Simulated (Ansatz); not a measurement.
**From B to In: the atomisation energy (no zero-point term)**

One atom is swapped for its congeners: BH3(NH3); AlH3(NH3); GaH3(NH3); InH3(NH3). All are singlets with charge 0.

Shapes, held fixed at every level: PBE0-D4/def2-TZVP. Programs: Ansatz 0.2.0. Values in eV.

| level | BH3(NH3) | AlH3(NH3) | InH3(NH3) |
| --- | --- | --- | --- |
| SPW92/def2-TZVPP | 29.82 | 25.91 | 24.05 |
| PBE0-D4/def2-TZVPP | 26.46 | 23.06 | 20.98 |
| r2SCAN0-D4/def2-TZVPP | 26.28 | 23.10 | 20.97 |
| wB97X-V/def2-TZVPP | 26.59 | 23.59 | 21.53 |
| MP2/def2-SVP | 25.02 | 21.82 | 19.66 |
| CCSD/def2-TZVPP | 25.68 | 22.78 | 20.75 |
| CCSD(T)/def2-TZVPP | 25.92 | 22.96 | 20.95 |

Problem. Estimate the column for GaH3(NH3) from its neighbours.

Solution. The mean of the neighbours at CCSD(T)/def2-TZVPP is 21.95 eV, against 22.23 from the run. All rows: SPW92/def2-TZVPP 25.30; PBE0-D4/def2-TZVPP 22.19; r2SCAN0-D4/def2-TZVPP 22.23; wB97X-V/def2-TZVPP 22.67; MP2/def2-SVP 20.98; CCSD/def2-TZVPP 22.03; CCSD(T)/def2-TZVPP 22.23 eV. At CCSD(T)/def2-TZVPP the atomisation energy falls at every step, from 25.92 to 20.95 eV. Every level shows the same order. For atoms past krypton def2 sets carry core potentials with scalar relativity. Relativity is left out for Ga unless named. Correlated rows may include outer-core shells of Ga, In, which these sets cover unevenly. Spin-orbit coupling, which grows down the group, is left out (summed over each molecule's free atoms 0.00, 0.01, 0.07, 0.18 eV).

The atomisation energy falls from boron to indium at every level, most steeply between boron and aluminium. The ammonia part is common to all four molecules, so the trend mainly reflects weakening E–H bonds: the valence s and p orbitals grow more diffuse down the group and overlap less well with hydrogen 1s. Gallium lies above the mean of its neighbours in every row, closer to aluminium than to indium. This probably reflects the filled 3d shell, which screens the nuclear charge poorly and keeps gallium nearly as compact as aluminium, so simple interpolation down the group underestimates its binding.

The local density functional gives 29.82 eV for the boron compound against 25.92 eV with CCSD(T), the familiar overbinding, probably because it describes the free atoms less well than the molecule. It still reproduces the order, so the trend is far more secure than the absolute energies. These totals do not give the strength of the dative bond to nitrogen, which would require the energies of the separate EH3 and NH3 fragments.
